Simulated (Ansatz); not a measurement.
# A series in volume scale on SnO2

Results calculated with Ansatz 0.2.0, not measured. Periodic Kohn-Sham DFT of a crystal at fixed atoms, scaled to volume_scale times the given cell; pressure positive in compression, energy less spherical unpolarised free atoms, largest_vzz the field gradient of largest size among the nuclei.

The cell before it is scaled or strained (space group P4_2/mnm, No. 136):
```
SnO2
1.0
      4.7373     0.0000     0.0000
      0.0000     4.7373     0.0000
      0.0000     0.0000     3.1864
Sn O
2 4
Direct
  0.00000 0.00000 0.00000
  0.50000 0.50000 0.50000
  0.30562 0.30562 0.00000
  0.19438 0.80562 0.50000
  0.69438 0.69438 0.00000
  0.80562 0.19438 0.50000
```

Settings of every row: method all-electron PAW; functional LDA; relativity scalar; k mesh 4x4x6; filling fermi-dirac; smearing width 0.03 eV; nucleus gaussian.

Atom start moment: 0 on all atoms.

Limits: field gradient without spin-orbit coupling on heavy atoms.

```csv
row,volume scale,V (Å³/atom),pressure (GPa),largest V_zz (1e21 V/m^2)
1,0.94,11.203,14.276,-9.553
2,0.96,11.441,8.621,-9.838
3,0.98,11.68,3.578,-10.116
4,0.99,11.8,1.268,-10.252
5,1,11.918,-0.912,-10.387
6,1.01,12.038,-2.966,-10.52
7,1.02,12.157,-4.906,-10.651
8,1.04,12.395,-8.46,-10.909
9,1.06,12.633,?,?
```

Question: what pressure and largest V_zz should row 9 give?

Worked fit of pressure. Take u = (V_r/V)^(2/3) − 1 with V_r = 11.859 Å³ an atom, which is twice the finite (Eulerian) strain; such expansions in the strain, on which the Birch-Murnaghan equation of state is built, carry the rest volume and the bulk modulus. The shown rows have u = 0.03867, 0.02421, 0.01019, 0.00333, -0.0033, -0.00994, -0.01641, -0.02904. Least squares give pressure = 0.1605 + 325.784 × u + 1007.78 × u² GPa; a straight line predicts inner rows, each left out in turn, worse (root mean square 0.35 against 0.015 GPa). The rows lie off it by 0.010, -0.017, -0.007, 0.011, -0.008, 0.012, 0.008, -0.010 (root mean square 0.011 GPa). The pressure vanishes at u = -0.0005, or V = 11.87 Å³ an atom, and there the bulk modulus at fixed shape and fractions is B = −V dP/dV = (2/3)(1 + u) dP/du = 216 GPa. Letting shape and atoms relax would as a rule lower it, by much in layered, chain or molecular crystals. The withheld row has u = -0.04127, so the fit gives 0.1605 + 325.784 × (-0.04127) + 1007.78 × (-0.04127)² = -11.568 GPa.

The calculation gave -11.616 GPa. The fit lies 0.048 GPa (0.19 % of the column's range) above it; its largest miss of a shown row is 0.017 GPa. This row lies beyond the range of the fit.

Worked fit of largest V_zz. Take t = volume scale − 0.99. The shown rows have t = -0.05, -0.03, -0.01, 0, 0.01, 0.02, 0.03, 0.05. Least squares give largest V_zz = −10.2522 − 13.557 × t + 8.49 × t² 1e21 V/m^2; a straight line predicts inner rows, each left out in turn, worse (root mean square 0.0064 against 0.00024 1e21 V/m^2). All shown rows lie on it to the printed digit. The withheld row has t = 0.07, so the fit gives −10.2522 − 13.557 × (0.07) + 8.49 × (0.07)² = -11.160 1e21 V/m^2.

The calculation gave -11.16 1e21 V/m^2. The fit meets it to the printed digit. This row lies beyond the range of the fit.
